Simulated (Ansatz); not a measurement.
## A series in volume scale on CdAu

All results are calculated (Ansatz 0.2.0). Free energy against uniform scaling of the volume at fixed shape and fractions; periodic cell, basis, potentials, k mesh and filling as listed.

The cell before it is scaled or strained (space group P-6m2, No. 187):
```
CELL_PARAMETERS angstrom
3.09030 0.00000 0.00000
-1.54520 2.67630 0.00000
0.00000 0.00000 4.60130
ATOMIC_POSITIONS crystal
Cd 0.00000 0.00000 0.00000
Au 0.33333 0.66667 0.50000
```

Settings of every row: functional PBEsol; dispersion none; potentials all-electron LAPW; k mesh 11x11x6; k shift 0x0x0; occupations cold; smearing width 0.02 eV; spin none.

Limits: coarse k mesh, up to 40 meV an atom off; no spin-orbit coupling, which can matter with elements this heavy; the cell comes from a prototype or a list of computed structures and needn't be the stable phase.

| row | volume scale | V (Å³/atom) | energy above lowest point (meV/atom) |
| --- | --- | --- | --- |
| 1 | 0.94 | 17.886 | 3.5 |
| 2 | 0.96 | 18.267 | 0 |
| 3 | 0.98 | 18.647 | 2.4 |
| 4 | 1 | 19.028 | 9.6 |
| 5 | 1.02 | 19.408 | ? |
| 6 | 1.04 | 19.789 | 36.6 |
| 7 | 1.06 | 20.169 | 55.4 |

Question: what energy above lowest point should row 5 give?

Worked fit of energy above lowest point. Take u = (V_r/V)^(2/3) − 1 with V_r = 18.837 Å³ an atom, which is twice the finite (Eulerian) strain; such expansions in the strain, on which the Birch-Murnaghan equation of state is built, carry the rest volume and the bulk modulus. The shown rows have u = 0.03514, 0.0207, 0.00678, -0.0067, -0.03233, -0.04453. Least squares give energy above lowest point = 5.38 − 539.7 × u + 13502 × u² + 9046 × u³ meV/atom; a parabola predicts inner rows, each left out in turn, worse (root mean square 0.18 against 0.1 meV/atom). The rows lie off it by 0.0, -0.1, 0.1, 0.0, 0.0, 0.0. Its lowest point lies at u = 0.0196, or V = 18.3 Å³ an atom, and the curvature there gives the bulk modulus at fixed shape and fractions, B = (4/9)(1 + u)² E″(u)/V = 114 GPa. Letting shape and atoms relax would as a rule lower it, by much in layered, chain or molecular crystals. The withheld row has u = -0.01971, so the fit gives 5.38 − 539.7 × (-0.01971) + 13502 × (-0.01971)² + 9046 × (-0.01971)³ = 21.2 meV/atom.

The calculation gave 21.1 meV/atom. The fit lies 0.1 meV/atom (0.18 % of the column's range) above it, one unit of the last digit.
